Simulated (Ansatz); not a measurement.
C: a film clamped to a substrate

These are results of Ansatz 0.2.0, DFT LDA, scalar-relativistic, plane waves, PAW, not measurements. The runs took a 420 eV cutoff, a Γ-centred 18×18×18 mesh and Gaussian smearing (0.15 eV). No spin polarisation. Energies are free energies at this smearing, counted from the undisturbed cell; pressure is positive in compression.

Zero of the scan (relaxed at this level):

```
C
1.0
     1.22249    0.70581   17.68585
    -1.22249    0.70581   17.68585
     0.00000   -1.41161   17.68585
C
8
Cartesian
  0.0000 0.0000 12.7098
  0.0000 0.0000 40.3478
  0.0000 0.0000 4.9755
  0.0000 0.0000 48.0820
  0.0000 0.0000 1.6621
  0.0000 0.0000 51.3955
  0.0000 0.0000 19.3478
  0.0000 0.0000 33.7098
```

The cell holds layers and no dispersion correction was added, so their binding is poorly described.

The cell (8 atoms, V0 = 91.56 Å³) is strained by p along both x and y and by q along z, fractional coordinates fixed. τp = (1/V0) ∂E/∂p = (σxx + σyy)(1 + p)(1 + q) and τq = (1/V0) ∂E/∂q = σzz(1 + p)², with tension positive.

```
     p q  ΔE (meV/atom)  τp (GPa)  τq (GPa)
 0.000   0.000           0.00      0.09     -0.01
-0.050   0.000         199.49   -119.10      0.17
 0.050   0.000         155.30     81.50     -0.15
 0.000  -0.050           1.97      0.30     -1.24
 0.000   0.050           1.12     -0.03      0.56
```

**Question.** Get the second derivatives of the energy density.

**Answer.** Central differences give A = ∂τp/∂p = 2006 GPa (C11 + C22 + 2 C12), C = ∂τq/∂q = 18.0 GPa (C33) and the cross term B = ∂τq/∂p = -3.2 GPa (C13 + C23); ∂τp/∂q = -3.3 GPa must equal B, and any difference shows higher-order terms. Steps this large leave an error of some per cent of A or C in all of these, which can swamp a small B. The ions are clamped.

**Question.** A film of this crystal grows with z along the normal on a substrate that imposes p. How does its thickness respond, and what does the misfit cost?

**Answer.** Count p and q from the stress-free cell. A free surface needs τq = 0, so q = −(B/C) p = 0.18 p. The energy density left is (A − B²/C) p²/2 = M p², with the biaxial modulus M = 1003 GPa; a misfit of 1 % costs 7.16 meV/atom, against 7.17 meV/atom if the thickness were held.

At p = 0.050 the energies along q are 157.9 (q = -0.050), 155.3 (q = 0.000), 156.0 (q = 0.050) meV/atom.

**Question.** Does the linear rule hold at this misfit?

**Answer.** A parabola through the lowest point and its neighbours has its minimum at q = 0.014, 155.2 meV/atom. With the stress left in the starting cell, τp0 and τq0, linear elasticity gives q = −(τq0 + Bp)/C = 0.009 and E = V0(τp0 p + τq0 q + Ap²/2 + Bpq + Cq²/2)/N = 179.4 meV/atom. The energies differ by more than a tenth, so the quadratic law fails here: the gap holds the anharmonic part, with some error from the wide steps. Cubic terms also shift the vertex of so wide a parabola.

Forces appear on the atoms along this scan, and letting them relax would lower the energy and soften the response.

Cost: 14 runs of about 12 core-minutes in all, on Oxide Virtual Turin-like Processor (Zen 5) (shared hosts).

The stiffness is almost entirely in-plane: A exceeds C by about two orders of magnitude because biaxial strain stretches the sp² σ bonds and their delocalised π system, whereas strain along z mainly changes the weak contact between sheets. The misfit energy therefore barely depends on whether the thickness relaxes. Compression costs more than equal tension, as expected from steep short-range repulsion and bonds that soften on stretching, so the harmonic law overestimates the cost at the larger tensile misfit.

The coordinates describe four-layer graphitic slabs separated by a much wider gap, not evenly spaced bulk graphite. Dividing by a volume that includes this gap dilutes the moduli, which probably explains much of why C lies well below the known C33 of graphite. Fixed fractional coordinates also force the contacts within each slab to share the normal strain; free layers would let the soft gap take up most of it. C is thus not an intrinsic film stiffness, and the small negative B does not establish that the film thickens under in-plane tension.
